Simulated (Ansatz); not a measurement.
Redistribution: CH2F2 + C2H4ClI → CH2FI + C2H4ClF

Species: CH2F2 (difluoromethane) `FCF`, singlet; C2H4ClI `CC(Cl)I`, singlet; CH2FI (fluoroiodomethane) `FCI`, singlet; C2H4ClF (1-chloro-1-fluoroethane) `CC(F)Cl`, singlet. The partners trade F for I; both sit on C, so the bond types are kept.

Shapes, held fixed at every level: PBE0-D4/def2-TZVP. Programs: Ansatz 0.2.0. The zero-point and thermal change to 298 K, harmonic and unscaled (PBE0-D4/def2-TZVP), is -1.4 kJ/mol.

Task: Estimate ΔH(298 K) of this reaction.

Result: The highest level, CCSD(T)/def2-TZVPP, gives ΔH(298 K) = +16.1 kJ/mol; the levels span +8.8 to +19.3. The column of differences is taken from that level and isn't an error. No measured value is set beside it here. For atoms past krypton def2 sets carry core potentials with scalar relativity. Outer-core shells of I are correlated in most correlated rows, in sets that cover them unevenly.

| level | kind | ΔH(298 K) (kJ/mol) | less CCSD(T)/def2-TZVPP |
| --- | --- | --- | --- |
| HF/def2-SVP | Hartree–Fock | +14.3 | -1.8 |
| HF/def2-TZVPP | Hartree–Fock | +8.8 | -7.3 |
| BHLYP-D4/def2-TZVPP | global hybrid | +12.6 | -3.5 |
| PBE0-D4/def2-TZVPP | global hybrid | +10.1 | -6.0 |
| r2SCAN0-D4/def2-TZVPP | global hybrid | +9.1 | -7.0 |
| wB97M-V/def2-TZVPP | range-separated hybrid | +8.9 | -7.2 |
| CCSD/def2-SVP | coupled cluster or CI | +19.3 | +3.2 |
| CCSD(T)/def2-TZVPP | coupled cluster or CI | +16.1 | 0.0 |

The exchange is endothermic at every level, so the sign is well supported, while the magnitude is less settled. Although the bond types are conserved, their geminal surroundings are not. The main cost is probably the loss of the F–C–F unit in difluoromethane, where fluorine lone pairs donate into the neighbouring C–F σ* orbital. The F/I and F/Cl pairings in the products seem to recover this anomeric stabilisation only in part. Moving fluorine to the more substituted carbon and relieving the Cl/I crowding should both favour the products, but evidently do not outweigh that loss.

Correlation raises the endothermicity in both basis sets, from +14.3 to +19.3 kJ/mol between HF and CCSD in the smaller one, and from +8.8 to +16.1 kJ/mol between HF and CCSD(T) in the larger. Dispersion between the polarisable Cl and I in the reactant may contribute, as may an unbalanced description of iodine correlation. The marked fall in the Hartree–Fock value on enlarging the basis shows that double-zeta results are unreliable for the magnitude.
